# Lateral profiling of interface traps and oxide charge: local threshold voltage with a junction-bias position scale

## 1. Conventions and premises

n-MOSFET with uniform $N_A$ and abrupt n$^+$ junctions a distance $L$ apart, width $W$. $x$ runs along the interface from the drain junction ($x=0$) into the channel. The substrate is grounded. $\psi(x)$ is the surface potential relative to the neutral bulk, $q>0$, and sheet charge $Q$ carries its sign. The gate pulse is a trapezoid with base $V_b$, top $V_h$, plateaus $t_b,t_h$, ramp slew $S$, frequency $f$. The drain is reverse biased at $V_D$ with the source tied to it, so no dc channel current flows and the electron quasi-Fermi potential equals $V_D$ along the inverted channel.

- **P1.** Capture and emission follow Shockley–Read–Hall kinetics with one cross section $\sigma$ and thermal velocity $v_{th}$ for both carriers.
- **P2.** A point pumps only if it captures electrons at $V_h$ and holes at $V_b$. The borders of the pumping region are sharp.
- **P3.** The local threshold $V_t(x)$ rises monotonically from the drain over the range profiled.
- **P4.** The virgin device is symmetric with uniform trap density $N_0$. Stress alters only the drain half.
- **P5.** Junction leakage and recombination of free inversion charge are subtracted or negligible.

By P4 define half-device currents from the substrate current $I_{cp}$: virgin $J_0=I_{cp,0}/2$, stressed $J=I_{cp}-I_{cp,0}/2$, both at the same pulse and bias.

## 2. Charge pumped per unit area

A level at $E$ emits electrons at rate $e_n=\sigma v_{th}n_i e^{(E-E_i)/kT}$ and holes at $e_p=\sigma v_{th}n_i e^{-(E-E_i)/kT}$. On each ramp the surface is depleted for $t_{em}\simeq(V_T-V_{FB})/S$, with $V_T$ the long-channel value of $V_t$. Levels with $e_nt_{em}>1$ return their electron to the conduction band on the falling ramp, and levels with $e_pt_{em}>1$ return their hole on the rising ramp. Neither group recombines. The rest lie within $|E-E_i|<kT\ln[1/(\sigma v_{th}n_it_{em})]$:

$$\Delta E=2kT\ln\frac{1}{\sigma v_{th}n_it_{em}},\qquad N_{it}(x)=\bar D_{it}(x)\,\Delta E. \tag{1}$$

Each such trap carries one electron per cycle from the junction into recombination with a substrate hole, so a pumping interval $[x_p,x_e]$ gives

$$J=qfW\int_{x_p}^{x_e}N_{it}\,dx. \tag{2}$$

**Edges.** Capture at surface density $n_s$ fills the fraction $1-e^{-\sigma v_{th}n_st_h}$. The edge is put at half filling, $n_c=\ln2/(\sigma v_{th}t_h)$, and likewise $p_c=\ln 2/(\sigma v_{th}t_b)$. With $p_s=N_Ae^{-q\psi/kT}$ and $n_s=(n_i^2/N_A)e^{q(\psi-V_D)/kT}$:

$$\psi(x_p)=\psi_p=\frac{kT}{q}\ln\frac{N_A}{p_c},\qquad \psi(x_e)=V_D+\psi_e,\quad \psi_e=\frac{kT}{q}\ln\frac{n_cN_A}{n_i^2}. \tag{3}$$

$V_t(x)$ is the top level that puts the electron edge at $x$. It is a charge-pumping threshold, below the usual $2\phi_F$ threshold when $n_c<N_A$.

## 3. Sweep B: top level, $V_D=0$

Fix $V_b$ and $S$, raise $V_h$. The hole edge stays at $x_0\equiv x_p(V_D{=}0)$. By P3 the points with $V_t(x)\le V_h$ form one interval ending at $x_e(V_h)$, the inverse of $V_t$:

$$J_B(V_h)=qfW\int_{x_0}^{x_e(V_h)}N_{it}\,dx. \tag{4}$$

Differentiate: $dJ_B/dV_h=qfWN_{it}(x_e)\,dx_e/dV_h$, so

$$N_{it}(x)=\frac{1}{qfW}\,\frac{dJ_B}{dV_h}\,\frac{dV_h}{dx}. \tag{5}$$

**Virgin device.** (4) gives $J_{0B}=qfWN_0(x_e-x_0)$, saturating at $J_{0,\max}=qfWN_0\ell$ with $\ell=L/2-x_0$. The ratio removes $N_0$:

$$x_e-x_0=\ell\,\frac{J_{0B}(V_h)}{J_{0,\max}}=\ell\,\frac{I_{cp,0}(V_h)}{I_{cp,0,\max}}. \tag{6}$$

The length is the pumped length per active junction. With a single junction feeding the channel it would be the whole pumped length. $2\ell$ follows from the zero intercept of $I_{cp,0,\max}$ against drawn length in a series of devices. (6) is the virgin map $V_{t0}(x)$.

**Stressed device.** (5) needs the stressed map $V_t(x)=V_{t0}(x)+\Delta V_h(x)$. One curve $J_B(V_h)$ cannot fix two functions, $N_{it}(x)$ and $\Delta V_h(x)$: relabelling $x$ monotonically changes both and leaves $J_B$ alone. A second position scale is required.

## 4. Sweep A: drain bias moves the hole edge

Fix $V_b$, take $V_h$ above every $V_t$ at the largest $V_D$, raise $V_D$. The lateral depletion region widens and holes are kept from $x<x_p(V_D)$:

$$J_A(V_D)=qfW\int_{x_p(V_D)}^{L/2}N_{it}\,dx. \tag{7}$$

**Window control.** $V_T-V_{FB}=V_D+\psi_e+\gamma\sqrt{V_D+\psi_e}$, $\gamma=\sqrt{2\epsilon_sqN_A}/C_{ox}$, grows with $V_D$. At fixed $S$, (1) then shrinks $\Delta E$ over the whole channel by $2kT\ln$ of the ratio of $V_T-V_{FB}$, which rivals the geometric signal (Sec. 8). Scale $S\propto V_T(V_D)-V_{FB}$ so that $t_{em}$ is constant, keep the plateaus fixed, and refer the charge per cycle to one $f$.

Virgin: $J_{0A}=qfWN_0(L/2-x_p)$ and $J_{0A}(0)=J_{0,\max}$, so

$$x_p(V_D)-x_0=\ell\left[1-\frac{J_{0A}(V_D)}{J_{0A}(0)}\right]. \tag{8}$$

**P6.** At zeroth order stress leaves $x_p(V_D)$ unchanged. Section 6 gives the correction.

Then $dJ_A/dV_D=-qfWN_{it}(x_p)\,dx_p/dV_D$, the same holds for $J_{0A}$ with $N_0$, and the ratio drops the edge velocity:

$$N_{it}(x_p)=N_0\,\frac{dJ_A/dV_D}{dJ_{0A}/dV_D}. \tag{9}$$

**Matching.** From (7), $J_A(0)-J_A(V_D)=qfW\int_{x_0}^{x_p(V_D)}N_{it}\,dx$. Since $N_{it}>0$ the integral increases strictly with its upper limit. Comparison with (4) gives

$$J_B(V_h)=J_A(0)-J_A(V_D)\iff x_e(V_h)=x_p(V_D). \tag{10}$$

(10) with (8) is the stressed map $V_h(x)$. Then (5) reproduces (9), and $\Delta V_h(x)=V_h(x)-V_{t0}(x)$ is a shift at equal $x$. No device model has entered. One is needed to interpret $\Delta V_h$ and to size P2, P3 and P6.

## 5. Surface potential and the meaning of $\Delta V_h$

Integrate Poisson's equation $\epsilon_s\nabla^2\psi=qN_A$ over a depleted layer of depth $d$. Take the lateral field uniform in depth and no flux through the bottom. The displacement entering at the top is $C_{ox}(V_G-V_{FB}-\psi)+Q(x)$, with $Q$ the stress-induced charge referred to the interface. Divide by $C_{ox}$:

$$\lambda^2\psi''-\psi=-\left(V_G-V_{FB}-U_0+\frac{Q}{C_{ox}}\right),\quad \lambda^2=\frac{\epsilon_sd}{C_{ox}},\quad U_0=\frac{qN_Ad}{C_{ox}}. \tag{11}$$

**Virgin threshold.** $V_D=0$, $Q=0$, $\psi(0)=V_{bi}$, $L\gg\lambda$. With $V_L=V_h-V_{FB}-U_0$, $\psi=V_L(1-e^{-x/\lambda})+V_{bi}e^{-x/\lambda}$. Set $\psi=\psi_e$ and solve for $V_h$:

$$V_{t0}(x)=V_{FB}+U_0+\psi_e-\frac{V_{bi}-\psi_e}{e^{x/\lambda}-1}. \tag{12}$$

It rises monotonically because $V_{bi}>\psi_e$, which gives P3, and it flattens beyond a few $\lambda$.

**Added charge.** (11) is linear. $Q$ adds $\psi_Q(x)=\int_0^\infty G(x,x')\,Q(x')\,dx'/C_{ox}$, where $G$ vanishes at $x=0$, stays bounded, and has slope jump $-1/\lambda^2$ at $x'$:

$$G=\frac{1}{2\lambda}\left[e^{-|x-x'|/\lambda}-e^{-(x+x')/\lambda}\right],\qquad \int_0^\infty G\,dx'=1-e^{-x/\lambda}.$$

A change $\Delta V_h$ moves $\psi(x)$ by $\Delta V_h(1-e^{-x/\lambda})$. Holding $\psi(x)=\psi_e$:

$$\Delta V_h(x)=-\frac{\psi_Q(x)}{1-e^{-x/\lambda}}. \tag{13}$$

**Which charge.** Let a fraction $\eta$ of the new traps $\Delta N_{it}=N_{it}-N_0$ be donor-like (positive when empty of electrons) and the rest acceptor-like. With the edge at $x$, traps beyond it are empty and those between drain and edge hold an electron:

$$Q(x')=Q_f(x')-q\Delta N_{it}(x')\,\Theta(x-x'),\qquad Q_f=Q_{ox}+q\eta\,\Delta N_{it}. \tag{14}$$

For $x'<x$, $G=e^{-x/\lambda}\sinh(x'/\lambda)/\lambda$, and $\int_0^xG\,dx'=(1-e^{-x/\lambda})^2/2$. If the densities vary slowly over $\lambda$ they leave the integrals:

$$\boxed{\Delta V_h(x)=-\frac{Q_{ox}(x)}{C_{ox}}-\frac{q(\eta-w)\Delta N_{it}(x)}{C_{ox}},\qquad w=\frac{1-e^{-x/\lambda}}{2}} \tag{15}$$

- Positive oxide charge lowers $V_h$. The term $-Q_{ox}/C_{ox}$ for uniform charge does not depend on $d$, since $V_G$ and $Q$ enter the interface condition only as $V_G+Q/C_{ox}$.
- The shift equals $-Q_{ox}/C_{ox}$ alone only if $\eta=w$, as for amphoteric centres neutral at midgap ($\eta=1/2$) and $x\gg\lambda$. Charge pumping counts traps and does not give $\eta$.
- For fast variation remove the known step part $\psi_\Theta(x)=-(q/C_{ox})\int_0^xG\,\Delta N_{it}\,dx'$ and apply the operator of (11): $Q_f=C_{ox}(1-\lambda^2\partial_x^2)\left[-(1-e^{-x/\lambda})\Delta V_h-\psi_\Theta\right]$. The second derivative amplifies noise.

## 6. The depletion edge and its shift under stress

At $V_G=V_b<V_{FB}$ the channel is accumulated and holes pin $\psi\simeq0$ beyond a point $x_a$. Depletion approximation: $\psi(x_a)=\psi'(x_a)=0$. With $U=V_{FB}-V_b+U_0$ and $s=-Q/C_{ox}$, (11) reads $\lambda^2\psi''=\psi+U+s$, solved by

$$\psi(x)=\frac1\lambda\int_x^{x_a}\sinh\frac{x'-x}{\lambda}\,[U+s(x')]\,dx', \tag{16}$$

as two differentiations confirm. For $s=0$, $\psi=U[\cosh((x_a-x)/\lambda)-1]$. Impose $\psi(0)=V_{bi}+V_D$ and $\psi(x_p)=\psi_p$:

$$x_p=\lambda(\alpha-\beta),\quad \alpha=\operatorname{arcosh}\!\left(1+\frac{V_{bi}+V_D}{U}\right),\quad \beta=\operatorname{arcosh}\!\left(1+\frac{\psi_p}{U}\right), \tag{17}$$

and $x_a=\lambda\alpha$. The offset $\lambda\beta$ does not depend on $V_D$. Check: for $C_{ox}\to0$, $U\to qN_A\lambda^2/\epsilon_s$ is large, $\operatorname{arcosh}(1+z)\to\sqrt{2z}$, and $x_a\to\sqrt{2\epsilon_s(V_{bi}+V_D)/qN_A}$, the one-sided junction width. A thin oxide makes $x_a$ much smaller, so that width must not be used as the position scale.

**First order in $s$.** Vary both conditions at fixed $V_D$, $V_b$. The first gives $U\sinh\alpha\,\delta x_a/\lambda+A=0$, the second $U\sinh\beta\,(\delta x_a-\delta x_p)/\lambda+B=0$, with

$$A=\frac1\lambda\int_0^{x_a}\!\sinh\frac{x'}{\lambda}\,s\,dx',\qquad B=\frac1\lambda\int_{x_p}^{x_a}\!\sinh\frac{x'-x_p}{\lambda}\,s\,dx'.$$

$$\delta x_p=\frac{\lambda}{U}\left[\frac{B}{\sinh\beta}-\frac{A}{\sinh\alpha}\right]. \tag{18}$$

In sweep A traps at $x'<x_p$ stay electron-filled and those beyond are emptied, so $Q$ is (14) with the step at $x_p$. For uniform $s$, $\delta x_p=-\lambda[\tanh(\alpha/2)-\tanh(\beta/2)]\,s/U$. P6 needs $|s|\ll U$, hence a deep base level. Statement (10) holds with the true $x_p$. One iteration, $Q$ from (15) into (18), corrects the scale: $x\to x_p+\delta x_p$, and (9) is divided by $1+d\delta x_p/dx_p$.

## 7. Range of validity

1. **Positions.** Only $x_p(0)\le x\le x_p(V_{D,\max})$. Band-to-band tunnelling under the overlap grows with $V_D-V_b$ and limits both ends. It is separated from the pumped charge by its different scaling with $f$.
2. **Monotonicity.** P3 fails where $d\Delta V_h/dx<-dV_{t0}/dx$. Negative charge that decays more slowly than $e^{-x/\lambda}$ gives $V_t$ a maximum, past which (4) no longer holds.
3. **Edge width.** Filling goes from 10 % to 90 % over $\delta\psi=(kT/q)\ln[\ln10/\ln(10/9)]$, a width $\delta\psi/|\psi'|$. From (16), $|\psi'(x_p)|=U\sinh\beta/\lambda$. At the electron edge $|\psi'|=(\psi_e-V_L)/\lambda$, which falls as $e^{-x/\lambda}$.
4. **Local window.** At the hole edge the surface is depleted down to $V_b$, so $\Delta E$ there is short by about $2kT\ln[(V_T-V_b)/(V_T-V_{FB})]$. The deficit travels with the edge and blurs it over about $\lambda$.
5. **Local form (15).** Decay lengths long against $\lambda$, and $\eta$ known from elsewhere.
6. **Model (11).** Fixed $d$, abrupt junction, no mobile charge. Electrons spilling from the drain where $\psi-V_D>2\phi_F$, and holes within a Debye length of $x_a$, shift the origin of (12) and (17). The extraction (6)–(10) does not use these formulas. $w$, $G$ and (18) do.
7. P4 fails for a nonuniform virgin interface, P1 if stress changes $\sigma$.

## 8. Numerical illustration

**Inputs** (typical or assumed): $T=300$ K, $n_i=10^{10}$ cm$^{-3}$, $\epsilon_s=11.7\epsilon_0$, $\epsilon_{ox}=3.9\epsilon_0$, $t_{ox}=10$ nm, $N_A=2\times10^{17}$ cm$^{-3}$, $V_{bi}=1.0$ V, $V_{FB}=-1.0$ V, $L=0.5\ \mu$m, $W=20\ \mu$m, $\sigma=10^{-15}$ cm$^2$, $v_{th}=10^7$ cm/s, $t_h=t_b=0.4\ \mu$s, $t_{em}=50$ ns, $V_b=-2.0$ V, $V_h=3.5$ V in sweep A, currents referred to $f=1$ MHz, $N_0=2\times10^{10}$ cm$^{-2}$.

**Derived.** $C_{ox}=0.345\ \mu$F/cm$^2$, or $46.4$ mV per $10^{11}$ cm$^{-2}$. $n_c=p_c=1.73\times10^{14}$ cm$^{-3}$, $\psi_p=0.182$ V, $\psi_e=0.687$ V, $\Delta E=0.631$ eV. The depletion depth at $\psi_e$ is $66.6$ nm, and $d=67.5$ nm is chosen near it: $\lambda=45.0$ nm, $U_0=0.626$ V, $U=1.626$ V, $\lambda\beta=21.1$ nm. With $\gamma=0.746$ V$^{1/2}$, $V_T-V_{FB}=1.31,\ 2.66,\ 3.91$ V at $V_D=0,1,2$ V. The charge of the virgin traps, at most 9 mV in (12), cancels in $\Delta V_h$ and is dropped.

**Assumed damage**, sized as is typical of hot-carrier stress near a drain: $\Delta N_{it}=5\times10^{11}e^{-x/a}$ cm$^{-2}$, $Q_{ox}/q=-4\times10^{11}e^{-x/a}$ cm$^{-2}$, $a=60$ nm, $\eta=1/2$. Currents from (7) and (17) with P6:

| $V_D$ (V) | $x_p$ (nm) | $J_{0A}$ (pA) | $J_A$ (pA) |
|---|---|---|---|
| 0 | 26.5 | 143.2 | 746 |
| 0.5 | 36.1 | 137.1 | 649 |
| 1.0 | 43.7 | 132.2 | 581 |
| 1.5 | 50.1 | 128.1 | 530 |
| 2.0 | 55.7 | 124.5 | 490 |

$\ell=223.5$ nm. The gate-free junction width at $V_D=1$ V is 114 nm, against $x_a=64.8$ nm.

**Position.** At 1 V the virgin current drops by 11.0 pA, or 7.7 %, and (8) gives $x_p-x_0=17.2$ nm. An unscaled slew would have cut the current by a further 5.8 %.

**Traps.** (9) with differences between 0.5 and 1.5 V: 119 pA over 9.0 pA gives $N_{it}=2.64\times10^{11}$ cm$^{-2}$ near 43.7 nm, so $\Delta N_{it}=2.44\times10^{11}$. The input is $N_{it}=2.61\times10^{11}$ there. The difference is the finite step.

**Shift.** (12) gives $V_{t0}=0.123$ V with slope 6.82 mV/nm. In (13), with $\xi=x/\lambda$ and $k=\lambda/a=0.75$, a profile $e^{-k\xi}$ is weighted as

$$\frac{e^{-k\xi}-e^{-\xi}}{(1-k^2)(1-e^{-\xi})}=0.383,\qquad \frac{e^{-\xi}\int_0^\xi \sinh\xi'\,e^{-k\xi'}d\xi'}{1-e^{-\xi}}=0.193$$

for $Q_f$ and for the step part. The local values are $e^{-k\xi}=0.483$ and $we^{-k\xi}=0.150$ with $w=0.311$. With amplitudes $Q_f/q=-1.5\times10^{11}$ and $-5\times10^{11}$ cm$^{-2}$, $\Delta V_h=26.6+44.7=71.3$ mV. So (10) pairs $J_B=165$ pA with $V_h=0.194$ V, where the stressed slope for (5) is 6.67 mV/nm. The virgin map would put this $V_h$ at 57.9 nm.

**Oxide charge**, in $10^{11}$ cm$^{-2}$, against the input $-1.93$: the bare reading $-C_{ox}\Delta V_h/q$ is $-1.54$. (15) with $\eta=1/2$ gives $-2.00$, and with $\eta=0$ it would give $-0.78$. The closeness of $-2.00$ to the input is partly a cancellation, since the two kernel weights depart from their local values in opposite directions.

**Sizes of the neglected terms.**
- (18): $\delta x_p=-1.3,\ -1.4,\ -1.5$ nm at 0.5, 1.0, 1.5 V. The scale is compressed by 1.7 %. Left uncorrected, the offset lowers $\Delta V_h$ by 9.8 mV, or $0.21\times10^{11}$ cm$^{-2}$.
- Edge widths from $\delta\psi=80$ mV: 4.5 nm (holes), 19 nm (electrons).
- Local window deficit at $V_D=0$: 4.7 %.
- (11) has $\psi>2\phi_F$ over the first 14 nm in sweep B, and the Debye length is 9.1 nm. The model's origin is uncertain by about this much.
- The stressed $V_t$ peaks at 134 nm, outside the scanned range.

The model's result at $x\approx44$ nm is $N_{it}\approx2.6\times10^{11}$ cm$^{-2}$ and $Q_{ox}/q\approx-2\times10^{11}$ cm$^{-2}$, the latter conditional on $\eta=1/2$.